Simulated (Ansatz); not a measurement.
## A series in volume scale on Sn

All results are calculated (Ansatz 0.2.0). Free energy against uniform scaling of the volume at fixed shape and fractions; periodic cell, basis, potentials, k mesh and filling as listed.

The cell before it is scaled or strained (space group Im-3m, No. 229):
```
Sn
1.0
     -1.9009     1.9009     1.9009
      1.9009    -1.9009     1.9009
      1.9009     1.9009    -1.9009
Sn
1
Direct
  0.00000 0.00000 0.00000
```

Settings of every row: functional PBEsol; dispersion none; potentials PAW; wave cutoff 500 eV; density cutoff 2000 eV; k mesh 11x11x11; k shift 0x0x0; occupations fermi dirac; smearing width 0.1 eV; spin none.

Limits: coarse k mesh, up to 40 meV an atom off; the cell comes from a prototype or a list of computed structures and needn't be the stable phase.

| row | volume scale | V (Å³/atom) | energy above lowest point (meV/atom) |
| --- | --- | --- | --- |
| 1 | 0.9406 | 25.843 | 0.6 |
| 2 | 0.9703 | 26.659 | 0 |
| 3 | 1 | 27.475 | 7.5 |
| 4 | 1.0297 | 28.291 | 21.7 |
| 5 | 1.0594 | 29.107 | ? |

Question: what energy above lowest point should row 5 give?

Worked fit of energy above lowest point. Take u = (V_r/V)^(2/3) − 1 with V_r = 27.067 Å³ an atom, which is twice the finite (Eulerian) strain; such expansions in the strain, on which the Birch-Murnaghan equation of state is built, carry the rest volume and the bulk modulus. The shown rows have u = 0.03133, 0.01018, -0.00992, -0.02906. Least squares give energy above lowest point = 2.83 − 371.6 × u + 9576 × u² meV/atom; a straight line predicts inner rows, each left out in turn, worse (root mean square 5.5 against 0.09 meV/atom). All shown rows lie on it to the printed digit. Its lowest point lies at u = 0.0194, or V = 26.3 Å³ an atom, and the curvature there gives the bulk modulus at fixed shape and fractions, B = (4/9)(1 + u)² E″(u)/V = 53.9 GPa. The withheld row has u = -0.04729, so the fit gives 2.83 − 371.6 × (-0.04729) + 9576 × (-0.04729)² = 41.8 meV/atom.

The calculation gave 41.6 meV/atom. The fit lies 0.2 meV/atom (0.48 % of the column's range) above it; its largest miss of a shown row is 0.0 meV/atom. This row lies beyond the range of the fit.
